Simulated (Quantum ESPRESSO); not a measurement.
# Decay constant across the gap of zinc blende BN at three lattice constants, from LDA complex bands

A tunnel barrier of cubic BN has to be matched to an electrode, and the choice turns on where in the gap the Fermi level should lie and whether a uniformly compressed or stretched lattice needs a different choice. The zero-bias current through a thickness d falls roughly as exp(−2κd), so small changes in the decay constant κ count. We take κ from LDA complex bands along [001], as the least value over four in-plane wavevectors, at three cubic lattice constants set by hand. Energies are measured from the valence-band top. The LDA gap is too small against experiment, and so is κ; the line-up with a real electrode is not included. The results therefore serve to compare positions in the gap and lattice constants, not to predict a measured current.

## How the numbers were made

Ideal zinc blende BN at cubic lattice constants set by hand, up to about 7 per cent off the measured or relaxed value, not relaxed (a = 3.415 angstrom, GBRV ultrasoft: gap 4.535 eV; a = 3.575 angstrom, GBRV ultrasoft: gap 4.385 eV; a = 3.646 angstrom, GBRV ultrasoft: gap 4.315 eV). The usual room-temperature form of BN is another structure or stacking than the one computed for it here. Program: Quantum ESPRESSO 7.5, plane waves, LDA, GBRV ultrasoft pseudopotentials, cutoffs 40 Ry for waves and 200 Ry for the density, fixed occupations, scalar-relativistic, no spin polarisation, no spin-orbit coupling; k meshes of 8 to 10 divisions in the plane and 6 to 8 along the axis. Complex bands along [001] come from pwcond with energy window 4 Ry, basis threshold 1e-05 and 7 subslabs a slab at the in-plane wavevectors (0, 0), (1/2, 0), (1/2, 1/2) and (1/4, 0) of the zone of the tetragonal cell with in-plane edges a/sqrt(2), on 40 to 41 energies in steps of 0.16 to 0.24 eV. The gap is that of the self-consistent k mesh. The rows are a selection of the grid energies, spread over the range, with the largest value of each line among them; narrow features between rows aren't shown.

Notes on method and selection:

- Semilocal functionals give gaps, and so decay constants, that are too small against experiment.
- Bulk complex bands leave out the interface: band line-up, symmetry matching to an electrode and image charges.
- The decay constants on the energy grid were kept to three decimals in 1/angstrom; interpolated values carry no more. Runs in which pwcond's reduced basis gave spurious channels inside the gap were left out.
- Kinks mark a change of the wavevector or complex band that is slowest.
- Runs whose gap is under 0.3 eV or too narrow for the energy step are left out.
- Tables of this kind whose fit explains under a quarter of the variance weren't written up, so the strength of the trend here is selected.
- Up to three of the lattice constants or thicknesses that were run are shown, from the ends and the middle of the range.
- Systems with elements from V to Ni or with open 4f shells were left out wherever spin was off.
- Runs that did not converge, have known faults or may not be shown are not listed, and runs on Ansatz's PAW sets soft_1 and soft_2 are kept to separate tables.

Columns:

- place in gap: energy over the valence-band top divided by the gap of that line.
- energy (eV): energy over the highest filled level of the k mesh.
- Franz form (1/Å): two-band Franz form 2 kappa_mid sqrt(f (1 - f)), f the place in the gap and kappa_mid that line's decay constant interpolated to mid-gap.
- wavevector: in-plane wavevector of the slowest state.
- decay constant (1/Å): decay constant Im kz of the slowest evanescent state along [001] at this energy, least over the listed wavevectors.

Input lines of one member:

```
&inputcond
  ikind = 0
  ewind = 4.0
  epsproj = 1e-05
  nz1 = 7
  energy0 = 4.48
  denergy = -0.16
/
4
  0.00000000 0.00000000 1.00000000
  0.50000000 0.00000000 1.00000000
  0.50000000 0.50000000 1.00000000
  0.25000000 0.00000000 1.00000000
41
```

Command (options for logging and memory left out): `mpirun -n 2 pwcond.x -in cbs.in > cbs.out`

## Data

| member | lattice constant | place in gap | energy (eV) | Franz form (1/Å) | wavevector | decay constant (1/Å) |
| --- | --- | --- | --- | --- | --- | --- |
| 0.32 eV | a = 3.415 angstrom | 0.071 | 0.32 | 0.194 | zone centre | 0.195 |
| 1.60 eV | a = 3.415 angstrom | 0.353 | 1.60 | 0.361 | zone centre | 0.391 |
| 1.76 eV | a = 3.415 angstrom | 0.388 | 1.76 | 0.369 | zone centre | 0.405 |
| 2.88 eV | a = 3.415 angstrom | 0.635 | 2.88 | 0.364 | (1/2, 1/2) | 0.332 |
| 4.16 eV | a = 3.415 angstrom | 0.917 | 4.16 | 0.208 | (1/2, 1/2) | 0.166 |
| 0.24 eV | a = 3.575 angstrom | 0.055 | 0.24 | 0.171 | zone centre | 0.176 |
| 1.44 eV | a = 3.575 angstrom | 0.328 | 1.44 | 0.353 | zone centre | 0.387 |
| 1.68 eV | a = 3.575 angstrom | 0.383 | 1.68 | 0.365 | (1/2, 1/2) | 0.406 |
| 2.88 eV | a = 3.575 angstrom | 0.657 | 2.88 | 0.357 | (1/2, 1/2) | ? |
| 4.08 eV | a = 3.575 angstrom | 0.930 | 4.08 | 0.191 | (1/2, 1/2) | 0.152 |
| 0.24 eV | a = 3.646 angstrom | 0.056 | 0.24 | 0.171 | zone centre | 0.180 |
| 1.44 eV | a = 3.646 angstrom | 0.334 | 1.44 | 0.353 | zone centre | 0.392 |
| 1.68 eV | a = 3.646 angstrom | 0.389 | 1.68 | 0.365 | (1/2, 1/2) | 0.403 |
| 2.88 eV | a = 3.646 angstrom | 0.667 | 2.88 | 0.353 | (1/2, 1/2) | 0.316 |
| 4.08 eV | a = 3.646 angstrom | 0.945 | 4.08 | 0.170 | (1/2, 1/2) | 0.134 |

Cells marked ? are withheld until the estimate has been made.

Least-squares fits to the members shown, with x = place in gap; R² and errors in the fitted variable (y, or ln y where the fit is in ln y):

| y | lattice constant | members | fit | R² | rms residual | leave-one-out rms | the same for the mean of the others |
| --- | --- | --- | --- | --- | --- | --- | --- |
| decay constant (1/Å) | a = 3.415 angstrom | 5 | y = 0.1298 + 1.129 x − 1.200 x² | 0.97 | 0.018 | 0.11 | 0.12 |
| decay constant (1/Å) | a = 3.575 angstrom | 4 | y = 0.109401 + 1.28361 x − 1.33096 x² | 1.00 | 1.6×10⁻⁴ | 0.0072 | 0.16 |
| decay constant (1/Å) | a = 3.646 angstrom | 5 | y = 0.1309 + 1.133 x − 1.209 x² | 0.97 | 0.019 | 0.11 | 0.14 |

## Interpretation

On each line the largest κ lies below mid-gap, at 0.383 to 0.389 of the gap, and it hardly depends on the lattice constant: 0.405, 0.406 and 0.403 1/Å. A Fermi level there gives the strongest blocking. At a = 3.575 Å, moving it up to 4.08 eV lowers κ from 0.406 to 0.152 1/Å, and for a barrier of 10 Å the exponent 2κd drops from 8.1 to 3.0.

The lopsided shape comes from two different states. Near the valence top the slowest state is at the zone centre, where the valence maximum lies. Higher up it is at (1/2, 1/2), onto which the conduction minima at the in-plane X points project. These valleys have their light, transverse mass along [001], so their states decay slowly. The Franz form assumes a single pair of bands and misses this: at a = 3.415 Å it is too low at 1.60 eV (0.361 against 0.391 1/Å) and too high at 4.16 eV (0.208 against 0.166 1/Å).

Expansion from 3.415 to 3.646 Å narrows the gap by 4.535 − 4.315 = 0.220 eV. At a fixed energy in the upper gap the conduction edge comes closer and κ falls, at 2.88 eV from 0.332 to 0.316 1/Å. For a parabolic band κ² = 2m(E_c − E)/ħ², with E_c the conduction edge and m the effective mass. The distance to the edge shrinks from 4.535 − 2.88 = 1.655 eV to 4.315 − 2.88 = 1.435 eV, which alone would give 0.332 × √(1.435 / 1.655) = 0.309 1/Å. The calculated fall is smaller, as expected if longer bonds weaken the coupling between atoms and make the mass heavier.

In the lower gap, where the zone-centre state is slowest, the distance to the valence edge is fixed by the choice of zero, so a change in κ has to come from the shape of the bands. From a = 3.575 to 3.646 Å, κ rises there from 0.176 to 0.180 1/Å at 0.24 eV and from 0.387 to 0.392 1/Å at 1.44 eV. Expansion thus weakens the barrier mainly for Fermi levels in the upper gap.

## Prediction

Plain estimates from the members shown:

- 2.88 eV (a = 3.575 angstrom), fit at x = 0.657: 0.378 1/Å
- 2.88 eV (a = 3.575 angstrom), straight-line interpolation between 1.68 eV and 4.08 eV: w = (0.657 − 0.383) / (0.930 − 0.383) = 0.501, so 0.406 + 0.501 × (0.152 − 0.406) = 0.279 1/Å
- 2.88 eV (a = 3.575 angstrom), from its own a = 3.646 angstrom value plus the mean shift a = 3.575 angstrom − a = 3.646 angstrom over the other 4 members (+0.003, standard deviation 0.0092): 0.316 + 0.003 = 0.319 1/Å

The missing value belongs to the (1/2, 1/2) state at 2.88 eV, which is also the slowest state at that energy on the other two lines. The quadratic fit is a bad choice here: it has three parameters for four points and smooths over the change of state. The corresponding fit at a = 3.415 Å gives 0.1298 + 1.129 × 0.635 − 1.200 × 0.635² = 0.363 1/Å at 2.88 eV, where the calculated value is 0.332.

We use the parabolic-band relation instead and interpolate κ²/(E_c − E) linearly in the lattice constant. The two neighbours give 0.332² / 1.655 = 0.0666 and 0.316² / 1.435 = 0.0696 1/(Å² eV). The weight is (3.575 − 3.415) / (3.646 − 3.415) = 0.693, so the interpolated ratio is 0.0666 + 0.693 × 0.0030 = 0.0687. With E_c − E = 4.385 − 2.88 = 1.505 eV, κ = √(0.0687 × 1.505) = 0.322 1/Å.

The same route can be tried on the rows at 0.24, 1.44 and 4.08 eV for a = 3.575 Å, with the distance taken from the nearer band edge. The rows used at a = 3.415 Å lie at slightly different energies, 0.32, 1.60 and 4.16 eV, so the test is not quite like for like. The route reproduces the three calculated values to about 0.001 1/Å, which we take as the standard deviation.

**Committed estimate, 2.88 eV (a = 3.575 angstrom): decay constant = 0.322 ± 0.001 1/Å.**

## Outcome

| member | lattice constant | place in gap | energy (eV) | Franz form (1/Å) | wavevector | decay constant (1/Å) |
| --- | --- | --- | --- | --- | --- | --- |
| 2.88 eV | a = 3.575 angstrom | 0.657 | 2.88 | 0.357 | (1/2, 1/2) | 0.321 |

| member | estimate | decay constant (1/Å) | computed | estimate − computed | miss in error bars |
| --- | --- | --- | --- | --- | --- |
| 2.88 eV (a = 3.575 angstrom) | committed | 0.322 | 0.321 | +0.001 | 1.0 |
| 2.88 eV (a = 3.575 angstrom) | fit | 0.378 | 0.321 | +0.057 |  |
| 2.88 eV (a = 3.575 angstrom) | interpolation | 0.279 | 0.321 | −0.042 |  |
| 2.88 eV (a = 3.575 angstrom) | shift from a = 3.646 angstrom | 0.319 | 0.321 | −0.002 |  |

The calculated value is 0.321 1/Å, and our estimate of 0.322 ± 0.001 lies at the edge of its error bar. It is far better than the quadratic fit (+0.057) and the interpolation in energy (−0.042). The shift from the neighbouring lattice constant misses by only −0.002, so our route has no real advantage over it.

Scaling κ² with the distance to the conduction edge held between lattice constants at a fixed energy. It doesn't hold along the energy axis with a single mass. At a = 3.575 Å the distance E_c − E is 4.385 − 4.08 = 0.305 eV at 4.08 eV and 4.385 − 1.68 = 2.705 eV at 1.68 eV. The ratio κ²/(E_c − E) is then 0.152² / 0.305 = 0.076 1/(Å² eV) at 4.08 eV, but 0.321² / 1.505 = 0.068 at 2.88 eV and 0.406² / 2.705 = 0.061 at 1.68 eV. The band bends away from a parabola deeper in the gap.

This corrects our reading of the lattice effect. We put the rise of this ratio at 2.88 eV, from 0.0666 to 0.0696 between the outer lattice constants, down to a heavier mass. Along the energy axis the ratio changes by (0.076 − 0.061) / (4.08 − 1.68) = 0.006 1/(Å² eV) per eV. The bending alone therefore gives about 0.006 × 0.220 = 0.0013 of that 0.0030, because the edge moves closer. At most the remainder can come from weaker coupling between the atoms.

## Residuals

Least-squares fits to the whole series, with x = place in gap; R² and errors in the fitted variable (y, or ln y where the fit is in ln y):

| y | lattice constant | members | fit | R² | rms residual | leave-one-out rms | the same for the mean of the others |
| --- | --- | --- | --- | --- | --- | --- | --- |
| decay constant (1/Å) | a = 3.415 angstrom | 5 | y = 0.1298 + 1.129 x − 1.200 x² | 0.97 | 0.018 | 0.11 | 0.12 |
| decay constant (1/Å) | a = 3.575 angstrom | 5 | y = 0.1270 + 1.149 x − 1.221 x² | 0.97 | 0.020 | 0.11 | 0.13 |
| decay constant (1/Å) | a = 3.646 angstrom | 5 | y = 0.1309 + 1.133 x − 1.209 x² | 0.97 | 0.019 | 0.11 | 0.14 |

Largest departures from the fit to the whole series:

| member | lattice constant | decay constant (1/Å) | fit | computed − fit | in rms residuals |
| --- | --- | --- | --- | --- | --- |
| 2.88 eV | a = 3.415 angstrom | 0.332 | 0.363 | −0.031 | 1.7 |
| 2.88 eV | a = 3.575 angstrom | 0.321 | 0.355 | −0.034 | 1.7 |
| 2.88 eV | a = 3.646 angstrom | 0.316 | 0.349 | −0.033 | 1.7 |
| 1.76 eV | a = 3.415 angstrom | 0.405 | 0.387 | +0.018 | 1.0 |

The three rows at 2.88 eV lie farthest from their fits, by −0.031, −0.034 and −0.033 1/Å. A departure that repeats on every line points to the form of the fit, not to a fault in one run. The slowest state changes from the zone centre to (1/2, 1/2), which puts a kink into κ, and a parabola rounds it off. The fit at a = 3.575 Å has its top at 1.149 / (2 × 1.221) = 0.47 of the gap, whereas the largest calculated value lies at 0.383. The parabola is therefore too high at 2.88 eV, beyond the kink, and too low near the maximum, as the +0.018 at 1.76 eV for a = 3.415 Å shows.

The R² of 0.97 says little with three parameters for five points. The leave-one-out errors, 0.11 on each line against 0.12 to 0.14 for the mean of the others, show that the parabola predicts hardly better than the mean.

## What to take away

For strong blocking, the Fermi level belongs near 0.38 to 0.39 of the LDA gap at all three lattice constants. The energy grid fixes this place only to about one step, at most 0.24 / 4.315 = 0.056 of the gap, so a smaller shift with the lattice constant would not show. At a = 3.575 Å a tenfold drop in current then takes 2.303 / (2 × 0.406) = 2.8 Å of BN, against 7.6 Å at 4.08 eV.

At the four energies tried for a = 3.575 Å, interpolation between the outer lattice constants gave κ to about 0.001 1/Å. In each case the same state was slowest on both sides. The lattice was scaled equally in all directions, so an epitaxial film, in which strain splits the conduction valleys, is not covered.

Two omitted effects can exceed the lattice effect of about 5 per cent at 2.88 eV. The LDA gap is too small, and at equal mass the mid-gap κ grows as the square root of the gap, so a gap wider by only a tenth would already raise it by about 5 per cent. An electrode without states at (1/2, 1/2) would also raise the effective κ in the upper gap, because faster-decaying states at other wavevectors would then carry the current.

[Logs are printed without paths, hosts, clocks, repeated set-up lines and the standing remarks that a program may print on its own settings, such as how far it seeks lower states.]
